## Two axes against one: straining Al2InN3

Double a small elastic strain and the energy stored quadruples, because the stress that resists has doubled too. Load two axes in place of one and the energy doubles if each pushes back as hard as the single axis did. In this nitride, with compression and tension averaged, a 2 % strain of the a-b plane costs 11.15 meV/atom and a 2 % strain along c costs 4.65 meV/atom. The ratio is 2.4, so two axes account for most of it and a further factor of 1.2 remains to be explained.

Strained Al2InN3 (12-atom cell, space group Cmc2_1), calculated with Ansatz 0.2.0: PBE, plane-wave PAW, scalar-relativistic, no spin polarisation, 420 eV cutoff, 6×6×6 k mesh, Gaussian smearing of 0.02 eV. Atoms are relaxed in every row, both in-plane axes change equally, and all changes are relative to the relaxed, unstrained crystal.

| strain kind | strain (%) | cell freedom | energy change (meV/atom) | volume change (%) | a change (%) | c change (%) |
| --- | --- | --- | --- | --- | --- | --- |
| biaxial ab | -4 | length and tilt of c free | 48.7 | -5.74 | -4.00 | 2.28 |
| biaxial ab | -2 | length and tilt of c free | 11.7 | -2.85 | -2.00 | 1.16 |
| biaxial ab | 2 | length and tilt of c free | 10.6 | 2.77 | 2.00 | -1.22 |
| biaxial ab | 4 | length and tilt of c free | 40.2 | 5.40 | 4.00 | -2.55 |
| clamped c | -4 | cell held, only c stretched | 19.0 | -4.00 | 0.00 | -4.00 |
| clamped c | -2 | cell held, only c stretched | 4.7 | -2.00 | 0.00 | -2.00 |
| clamped c | 2 | cell held, only c stretched | 4.6 | 2.00 | 0.00 | 2.00 |
| clamped c | 4 | cell held, only c stretched | 18.2 | 4.00 | 0.00 | 4.00 |

The rows called biaxial ab stretch or compress the plane and let c find its own length; symmetry keeps c from tilting. The rows called clamped c change c and hold the plane fixed. The atoms relax in both. The fourfold growth from 2 to 4 % holds closely for both kinds of strain once compression and tension are averaged, and the ratio of 2.4 survives the doubling.

### Where the factor of 2.4 comes from

Elastic energy is the work done by stress through strain, so it can be counted axis by axis. With compression and tension averaged, the calculated stress at 2 % biaxial strain is 7.3 GPa on each in-plane axis, while c relaxes until its own stress vanishes and so takes no load. At 2 % strain along c, the axial stress is 6.1 GPa; the held sides are under stress as well, but they do not move and no work is done on them. Two loaded axes, each pushing back 1.2 times as hard, give the factor of 2.4.

Each in-plane axis has a reason to resist strongly. A crystal stretched along one direction tends to contract across it, and biaxial strain denies the plane this relief by stretching both directions together. Only c remains free to respond, and its relaxation lowers the cost. The rows strained along c are stiffened in a similar way, since their held sides cannot contract or bulge, so only the difference between the two effects enters the ratio. No row strains a single in-plane axis, so the table cannot tell how much of the extra 1.2 comes from this mutual stiffening and how much from bonds that simply resist more in the plane than along c. In wurtzite nitrides, whose bonding this crystal shares, one in-plane axis is usually about as stiff as c when the other axes are held, so the mutual stiffening is expected to supply most of it.

### Why c moves the other way

Follow the row in which the plane is stretched by 2 %. The c axis shrinks by 1.22 %, and the volume grows by 2.77 %, clearly less than the area of the plane. Every atom has four near neighbours, and the structure is built of buckled layers joined by bonds along c. When the plane is stretched, the tilted bonds within a layer can avoid part of their lengthening by lying flatter, which lowers the layer and shortens c.

The size of this response can be found from the clamped rows, in which c does not respond at all. Let $e$ be the strain of both in-plane axes and $e_c$ that of c. For small strains the energy per volume is

$$u=\tfrac12 A e^2+B\,e\,e_c+\tfrac12 C e_c^2 ,$$

where $A$ and $C$ are the stiffnesses of the plane and of c, and $B$ couples them. A free c axis settles where $\partial u/\partial e_c=0$, which gives $e_c=-(B/C)\,e$. If instead the plane is held and c is strained, the axial stress is $C e_c$ and the two side stresses add up to $B e_c$. The ratio of the summed side stresses to the axial stress in a clamped row is therefore the contraction to be found in a biaxial row.

At 2 % compression along c the calculated ratio is 0.65, and at 2 % tension it is 0.54. Their mean, 0.59, predicts that a plane stretched by 2 % shortens c by $0.59\times2\,\%\approx1.2\,\%$, as the relaxed cell does. The biaxial rows played no part in this estimate. Since both kinds of row derive from one energy function, the agreement confirms that the runs are consistent and that the linear coupling is recovered once the two signs are averaged; it does not test the picture of flattening layers.

The averaging matters, because either clamped row alone would miss the response by about a tenth. The stresses of the clamped rows also carry a warning that they were taken at a loose self-consistency threshold, which limits the trust due to their last digits. The printed output after the text gives the ratios for every row.

### What the film grower meets

The biaxial rows describe a thin film of this crystal grown along c. A stiff substrate imposes the in-plane spacing, while the free surface lets c relax. Halving the mismatch cuts the stored energy to about a quarter, so the first part of a mismatch to be removed saves the most energy. The shift of c also means that a changed layer spacing need not signal a changed composition: here 2 % of in-plane strain moves c by more than 1 % with the composition unchanged. The numbers belong to an ordered crystal, whereas a grown film is usually a disordered alloy. PBE also tends to make such crystals slightly too soft, so the true energies are probably somewhat higher.

### Where the symmetry between push and pull breaks

The quadratic law treats compression and tension alike, but the crystal does not. Compressing the plane by 4 % costs 48.7 meV/atom, and stretching it by the same amount costs 40.2 meV/atom. A general cause lies in the bonds: repulsion between atoms steepens as bonds shorten, while a stretched bond gradually loses its grip. The energy therefore rises faster than the square of the strain on compression and more slowly on tension.

Along c the same 4 % gives only 19.0 against 18.2 meV/atom, a difference of about 4 % where the plane shows 21 %. The table does not settle why c is so even-handed. Flattening of the layers is not enough as a reason, since tension can steepen them just as well. What differs between the two signs is the leverage. With the plane held, a tilted bond shortens less for each further step of compression, because it lies ever flatter, and lengthens more for each further step of tension. This is expected to offset part of the steepening repulsion. Strain of the plane should be evened out less, because the tilted bonds already lie close to the plane and their leverage there changes little. Testing this would need the bond lengths and angles of the relaxed cells.

The response of c is not constant either. Per unit of in-plane strain it grows from 0.57 at 4 % compression to 0.64 at 4 % tension. The clamped rows point the same way: the side stress is about 1.5 times as large at 4 % compression of c as at 4 % tension, although the axial stress hardly differs. In both sets the coupling is stronger where the cell is flatter, with c short relative to the plane.

Geometry suggests a reason. A tilted bond of fixed length $d$ spans a distance $r$ in the plane and a height $h$, with $r^2+h^2=d^2$, so a small in-plane stretch changes its height by $dh=-(r/h)\,dr$. The flatter the bond already lies, the more height it loses for the next bit of stretch. Real bonds also change their length, so this argument gives the direction of the trend and not its size.

The analysis program printed:

```
mean energy cost of 2 % biaxial strain, meV/atom: 11.15
mean energy cost of 2 % strain along c, meV/atom: 4.65
biaxial cost over c cost at 2 %: 2.398
biaxial cost over c cost at 4 %: 2.39
biaxial cost at 4 % over that at 2 %, signs averaged: 3.987
c cost at 4 % over that at 2 %, signs averaged: 4
extra cost of 4 % compression over tension, biaxial, meV/atom: 8.5
the same in percent of the tension cost, biaxial: 21.14
extra cost of 4 % compression over tension, along c, meV/atom: 0.8
the same in percent of the tension cost, along c: 4.396
mean in-plane stress per axis at 2 % biaxial strain, GPa: 7.339
mean axial stress at 2 % strain along c, GPa: 6.139
in-plane stress per axis over axial stress: 1.196
work ratio expected from two loaded axes: 2.391
opposite c change per in-plane strain, biaxial rows from -4 to 4 %: 0.57, 0.58, 0.61, 0.6375
its mean at 2 %: 0.595
summed side stress over axial stress, clamped rows from -4 to 4 %: 0.7142, 0.6477, 0.5412, 0.5
its mean at 2 %, the estimate of the c response: 0.5944
side stress at -4 % over that at 4 %, clamped rows, sizes: 1.516
axial stress at -4 % over that at 4 %, clamped rows, sizes: 1.062
percent of the area change undone by c in the volume, biaxial rows from -4 to 4 %: 26.79, 28.03, 31.44, 33.82
```
